**Hydrogen transfer from NH₃ to triplet sulfur: levels of theory against CCSD(T)**

The table holds energies counted from the start of a rigid N–H···S transfer scan in cc-pVTZ (cores frozen in the correlated levels only), from HF, MP2, CCSD(T), phaseless and released AFQMC, PBE and PBE0. The program prints errors and slopes relative to CCSD(T) and tests three one-parameter models: an energy linear in the exact-exchange fraction, a shifted N–H equilibrium length on a rough Morse curve, and scaled MP2 correlation. Phaseless AFQMC stays within 14 meV of CCSD(T), while the other levels have rms errors of 115 to 204 meV and HF changes sign in the last row. One exchange fraction of 0.71 leaves 43 meV rms and misses the last row by 84 meV, and scaling MP2 hardly helps. The shifted length fits the functionals better in shape but needs 0.030 to 0.045 Å, too large to read literally, so the shape of the error identifies no cause.

H transfer from NH₃ to S (H₃NS, neutral triplet), computed with Ansatz 0.2.0 and AFQMC afq 1 (own program): unrestricted determinants, cc-pVTZ, rigid PBE0/def2-TZVP fragments, cores frozen in the correlated levels. Energies are counted from the start of the scan (N–H 1.0125 Å) at the same level. Phaseless AFQMC uses a CISD trial; released AFQMC lets the constraint go.

## The fit in Python

```python
# Table: energies (eV) from the scan start (N-H 1.0125 A) for H moving from NH3 to triplet S, cc-pVTZ,
# frozen core: HF, MP2, CCSD(T), phaseless/released AFQMC (own program), PBE, PBE0.
# Tested: errors against CCSD(T); linear exact-exchange model; shifted N-H length; scaled MP2 correlation.
T = {
    'point_transfer': [1.109, 1.158, 1.206, 1.255, 1.352],  # angstrom
    'row_number': [1, 2, 3, 4, 5],
    'row_hf': [0.32, 0.516, 0.674, 0.766, 0.793],  # eV
    'row_mp2': [0.218, 0.399, 0.592, 0.773, 1.002],  # eV
    'row_ccsd_pt': [0.188, 0.338, 0.487, 0.624, 0.835],  # eV
    'row_ph_afqmc_cisd': [0.202, 0.346, 0.501, 0.635, 0.833],  # eV
    'row_released_afqmc': [None, None, None, None, 0.842],  # eV
    'row_pbe': [0.054, 0.147, 0.256, 0.377, 0.635],  # eV
    'row_pbe0': [0.112, 0.224, 0.342, 0.459, 0.676],  # eV
}
import numpy as np
from scipy import constants as c
r = np.array(T['point_transfer'], float)
x = r - 1.0125  # start of the scan, from the caption
keys = {'HF': 'row_hf', 'MP2': 'row_mp2', 'CCSD(T)': 'row_ccsd_pt',
        'ph-AFQMC': 'row_ph_afqmc_cisd', 'PBE': 'row_pbe', 'PBE0': 'row_pbe0'}
E = {k: np.array(T[v], float) for k, v in keys.items()}
cc = E['CCSD(T)']
err = {k: v - cc for k, v in E.items() if k != 'CCSD(T)'}
f = lambda a, p='%+7.0f': ' '.join(p % v for v in a)
rms = lambda a: np.sqrt(np.mean(a**2))
kcal = c.calorie*1000/c.N_A/c.e
kT = c.k*298.15/c.e
print('N-H (A)  ', f(r, '%7.3f'))
print('1 kcal/mol = %.0f meV; kT(298 K) = %.1f meV; rounding of a difference up to 1 meV' % (kcal*1e3, kT*1e3))
print('Level minus CCSD(T), meV | rms | worst row, in kcal/mol, exp(|worst|/kT)')
for k, e in err.items():
    i = np.argmax(abs(e))
    print('%-9s' % k, f(e*1e3), '| %.0f | %.3f A, %.1f, %.3g' % (rms(e)*1e3, r[i], abs(e[i])/kcal, np.exp(abs(e[i])/kT)))
print('PBE0 error / PBE error', f(err['PBE0']/err['PBE'], '%6.2f'))
print('Slope over the step ending at each row, eV/A (rounding up to about 0.1)')
for k, v in E.items():
    print('%-9s' % k, f(np.diff(np.r_[0, v])/np.diff(np.r_[0, x]), '%7.2f'))
D, al = 4.7, 2.2  # rough recalled N-H Morse depth (eV) and range (1/A)
V = D*(1 - np.exp(-al*x))**2
dV = 2*D*al*np.exp(-al*x)*(1 - np.exp(-al*x))
print('Bare N-H Morse (rough recalled 4.7 eV, 2.2 1/A), eV', f(V, '%5.2f'))
print('CCSD(T) minus Morse, eV', f(cc - V, '%+5.2f'))
g = (E['PBE0'] - E['PBE'])/0.25
a = g @ (-err['PBE'])/(g @ g)
res = err['PBE'] + a*g
print('Exchange model: PBE0 - PBE, meV', f(g*250))
print(' fraction needed per row', f(-err['PBE']/g, '%6.2f'))
print(' one fraction %.2f, residual meV' % a, f(res*1e3), '| rms %.0f' % (rms(res)*1e3))
print('Shifted-length model, error = -delta * Morse slope; residuals meV')
for k in ('PBE', 'PBE0', 'HF', 'MP2'):
    d = -(dV @ err[k])/(dV @ dV)
    q = err[k] + d*dV
    print(' %-5s delta %+.3f A' % (k, d), f(q*1e3), '| rms %.0f' % (rms(q)*1e3))
m, t = E['MP2'] - E['HF'], cc - E['HF']
s = m @ t/(m @ m)
print('Correlation shift, meV: MP2 - HF', f(m*1e3))
print('                    CCSD(T) - HF', f(t*1e3))
print(' one scale %.2f, residual meV' % s, f((s*m - t)*1e3), '| rms %.0f' % (rms(s*m - t)*1e3))
rel = T['row_released_afqmc'][-1]
print('Released at %.3f A: %+.0f meV vs CCSD(T), %+.0f vs phaseless' % (r[-1], (rel - cc[-1])*1e3, (rel - E['ph-AFQMC'][-1])*1e3))
# further outputs of the same runs at 1.109 A (eV): total energies, noise, released walk, beta frontier levels
hf, ccsd, cct, ph, sig = -12345.2892, -12356.2373, -12356.6516, -12356.6646, 0.0046598
walk = np.array([-12356.686, -12356.6989, -12356.7041, -12356.7178, -12356.7318])
gap = {'PBE': -5.289075 + 5.804675, 'PBE0': -4.163945 + 7.219581}
e = err['ph-AFQMC']*1e3
print('ph-AFQMC - CCSD(T): mean %+.0f, scatter %.1f meV; noise %.1f, of a difference about %.1f' % (e.mean(), e.std(ddof=1), sig*1e3, sig*1e3*2**0.5))
print('Samples needed for 1 meV noise at 1.109 A: %.0f times more' % ((sig/0.001)**2))
print('1.109 A totals: correlation %.2f eV, (T) %.3f eV; shift along scan is %.1f %% of total' % (cct - hf, cct - ccsd, 100*t[0]/(cct - hf)))
print(' total ph-AFQMC - CCSD(T): %+.0f meV here, %+.0f meV implied at the start' % ((ph - cct)*1e3, (ph - cct)*1e3 - e[0]))
print(' released walk minus CCSD(T), meV', f((walk - cct)*1e3), '| fall %.0f' % ((walk[0] - walk[-1])*1e3))
print(' beta-spin gap: PBE %.2f eV, PBE0 %.2f eV' % (gap['PBE'], gap['PBE0']))
print('Doubling the size: N^4 x%d, N^5 x%d, N^7 x%d' % (2**4, 2**5, 2**7))
assert np.all(E['PBE'] < E['PBE0']) and np.all(E['PBE0'] < cc)
assert np.all(err['MP2'] > 0) and np.all(np.diff(err['MP2']) > 0)
assert np.all(err['HF'][:-1] > 0) and err['HF'][-1] < 0
assert np.all(abs(err['ph-AFQMC']) < kcal) and np.all(np.diff(cc) > 0)
```

Output:

```
N-H (A)     1.109   1.158   1.206   1.255   1.352
1 kcal/mol = 43 meV; kT(298 K) = 25.7 meV; rounding of a difference up to 1 meV
Level minus CCSD(T), meV | rms | worst row, in kcal/mol, exp(|worst|/kT)
HF           +132    +178    +187    +142     -42 | 146 | 1.206 A, 4.3, 1.45e+03
MP2           +30     +61    +105    +149    +167 | 115 | 1.352 A, 3.9, 665
ph-AFQMC      +14      +8     +14     +11      -2 | 11 | 1.109 A, 0.3, 1.72
PBE          -134    -191    -231    -247    -200 | 204 | 1.255 A, 5.7, 1.5e+04
PBE0          -76    -114    -145    -165    -159 | 136 | 1.255 A, 3.8, 615
PBE0 error / PBE error   0.57   0.60   0.63   0.67   0.79
Slope over the step ending at each row, eV/A (rounding up to about 0.1)
HF           3.32    4.00    3.29    1.88    0.28
MP2          2.26    3.69    4.02    3.69    2.36
CCSD(T)      1.95    3.06    3.10    2.80    2.18
ph-AFQMC     2.09    2.94    3.23    2.73    2.04
PBE          0.56    1.90    2.27    2.47    2.66
PBE0         1.16    2.29    2.46    2.39    2.24
Bare N-H Morse (rough recalled 4.7 eV, 2.2 1/A), eV  0.17  0.35  0.56  0.80  1.30
CCSD(T) minus Morse, eV +0.02 -0.01 -0.08 -0.18 -0.47
Exchange model: PBE0 - PBE, meV     +58     +77     +86     +82     +41
 fraction needed per row   0.58   0.62   0.67   0.75   1.22
 one fraction 0.71, residual meV     +30     +26     +12     -16     -84 | rms 43
Shifted-length model, error = -delta * Morse slope; residuals meV
 PBE   delta +0.045 A     +11      -5     -19     -20     +33 | rms 20
 PBE0  delta +0.030 A     +20     +10      -4     -14      -4 | rms 12
 HF    delta -0.025 A     +52     +75     +70     +16    -171 | rms 92
 MP2   delta -0.024 A     -48     -39      -9     +27     +42 | rms 36
Correlation shift, meV: MP2 - HF    -102    -117     -82      +7    +209
                    CCSD(T) - HF    -132    -178    -187    -142     +42
 one scale 0.77, residual meV     +53     +88    +124    +147    +119 | rms 111
Released at 1.352 A: +7 meV vs CCSD(T), +9 vs phaseless
ph-AFQMC - CCSD(T): mean +9, scatter 6.6 meV; noise 4.7, of a difference about 6.6
Samples needed for 1 meV noise at 1.109 A: 22 times more
1.109 A totals: correlation -11.36 eV, (T) -0.414 eV; shift along scan is 1.2 % of total
 total ph-AFQMC - CCSD(T): -13 meV here, -27 meV implied at the start
 released walk minus CCSD(T), meV     -34     -47     -53     -66     -80 | fall 46
 beta-spin gap: PBE 0.52 eV, PBE0 3.06 eV
Doubling the size: N^4 x16, N^5 x32, N^7 x128
```
